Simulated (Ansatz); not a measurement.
**Correcting a cheap level on carbon molecules**

The atomisation enthalpy at 298 K in kJ/mol of 6 carbon molecules: x at PBE/cc-pVDZ, y from tabulated heats of molecules and atoms (Active Thermochemical Tables, CRC Handbook of Chemistry and Physics). Shapes, held fixed at every level: PBE0-D4/def2-TZVP. Flexible molecules stand in one conformer, not always the lowest. Computed values hold a harmonic thermal term (PBE0-D4/def2-TZVP) and the atoms' spin-orbit lowering. Programs: Ansatz 0.2.0.

| molecule | x (kJ/mol) | y (kJ/mol) |
| --- | --- | --- |
| CBrCl2F (bromodichlorofluoromethane) | 1454 | 1391 |
| CBr2F2 (dibromodifluoromethane) | 1576 | 1484 |
| CH2BrF (bromofluoromethane) | 1582 | 1556 |
| C2H2Cl4 (1,1,2,2-tetrachloroethane) | 2547 | ? |
| C2H4Cl2 (1,1-dichloroethane) | 2695 | 2676 |
| C2H3F3 (1,1,1-trifluoroethane) | 3165 | 3070 |

Problem. Fit y = c + s·x to the known rows and predict y for C2H2Cl4.

Solution. 
1. Means of the 5 rows: x = 2094.40, y = 2035.4.
2. Σ(Δx)² = 2448309, Σ(Δx·Δy) = 2436551, so the slope is 2436551/2448309 = 0.9952.
3. Intercept: 2035.4 − (0.9952) × 2094.40 = -48.9. The largest residual of the fit is 43.
4. C2H2Cl4: -48.9 + 0.9952 × 2547 = 2486 kJ/mol.

The tabulated heats give 2504 kJ/mol, so the prediction is off by -18 kJ/mol, within the largest residual. Uncorrected, PBE/cc-pVDZ misses it by +43 kJ/mol, and the other rows by 59 on average. The line overshoots: the miss goes from +43 to -18. Left out in turn, the other rows are missed by 53 kJ/mol on average, hardly better than no correction. The heats of C2H2Cl4, C2H3F3 come from older tables and can be uncertain by 10 kJ/mol or more. The molecules' own spin-orbit binding is left out, so errors for heavy halides read too negative. Relativity is left out for Br.

PBE/cc-pVDZ overbinds all six molecules, but the excess follows composition rather than total atomisation enthalpy. It is smallest for 1,1-dichloroethane and largest for trifluoroethane, and it generally rises with fluorine content. Tetrachloroethane breaks a ranking by fluorine alone, since its error exceeds that of bromofluoromethane, so the total number of halogens seems to matter too.

The likely origin is semilocal exchange-correlation, which tends to favour molecules with crowded, lone-pair-rich halogens over their separated atoms. The small basis usually acts the other way, by describing the polarised bonds incompletely, so the errors shown are probably net values after partial cancellation.

With a slope of 0.9952, the line is almost a constant downward shift and can't distinguish C–F from C–Cl or C–H bonds. Its overcorrection of tetrachloroethane is therefore understandable: the shift is set largely by fluorinated molecules, while the target has no fluorine. The better result for this one molecule doesn't establish a transferable correction; terms that count bond types would be a more physical choice, though they are untested here.
